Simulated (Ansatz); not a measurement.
## A series in volume scale on LaAs2Rh2

Free energy against uniform scaling of the volume at fixed shape and fractions; periodic cell, basis, potentials, k mesh and filling as listed. The results are calculated, by Ansatz 0.2.0.

The cell before it is scaled or strained (space group P4/nmm, No. 129):
```
LaAs2Rh2
1.0
      4.3612     0.0000     0.0000
      0.0000     4.3612     0.0000
      0.0000     0.0000     9.9017
La As Rh
2 4 4
Direct
  0.00000 0.50000 0.25427
  0.50000 0.00000 0.74573
  0.00000 0.00000 0.50000
  0.50000 0.50000 0.50000
  0.00000 0.50000 0.86566
  0.50000 0.00000 0.13434
  0.00000 0.00000 0.00000
  0.50000 0.50000 0.00000
  0.00000 0.50000 0.61606
  0.50000 0.00000 0.38394
```

Settings of every row: functional PBEsol; dispersion none; potentials PAW; wave cutoff 550 eV; density cutoff 2200 eV; k mesh 6x6x3; k shift 0x0x0; occupations cold; smearing width 0.05 eV; spin none.

Limits: coarse k mesh, up to 40 meV an atom off; the cell comes from a prototype or a list of computed structures and needn't be the stable phase.

| row | volume scale | V (Å³/atom) | energy above lowest point (meV/atom) |
| --- | --- | --- | --- |
| 1 | 0.9406 | 17.714 | 3.8 |
| 2 | 0.9703 | 18.274 | 0 |
| 3 | 1 | 18.833 | 11.8 |
| 4 | 1.0297 | 19.392 | ? |
| 5 | 1.0594 | 19.952 | 71.9 |

Question: what energy above lowest point should row 4 give?

Worked fit of energy above lowest point. Take u = (V_r/V)^(2/3) − 1 with V_r = 18.553 Å³ an atom, which is twice the finite (Eulerian) strain; such expansions in the strain, on which the Birch-Murnaghan equation of state is built, carry the rest volume and the bulk modulus. The shown rows have u = 0.03133, 0.01015, -0.00994, -0.04731. Least squares give energy above lowest point = 4.15 − 578.4 × u + 18050 × u² meV/atom; a straight line predicts inner rows, each left out in turn, worse (root mean square 18 against 0.29 meV/atom). The rows lie off it by 0.1, -0.1, 0.1, 0.0. Its lowest point lies at u = 0.0160, or V = 18.12 Å³ an atom, and the curvature there gives the bulk modulus at fixed shape and fractions, B = (4/9)(1 + u)² E″(u)/V = 146 GPa. Letting shape and atoms relax would as a rule lower it, by much in layered, chain or molecular crystals. The withheld row has u = -0.02906, so the fit gives 4.15 − 578.4 × (-0.02906) + 18050 × (-0.02906)² = 36.2 meV/atom.

The calculation gave 36.5 meV/atom. The fit lies 0.3 meV/atom (0.42 % of the column's range) below it; its largest miss of a shown row is 0.1 meV/atom.
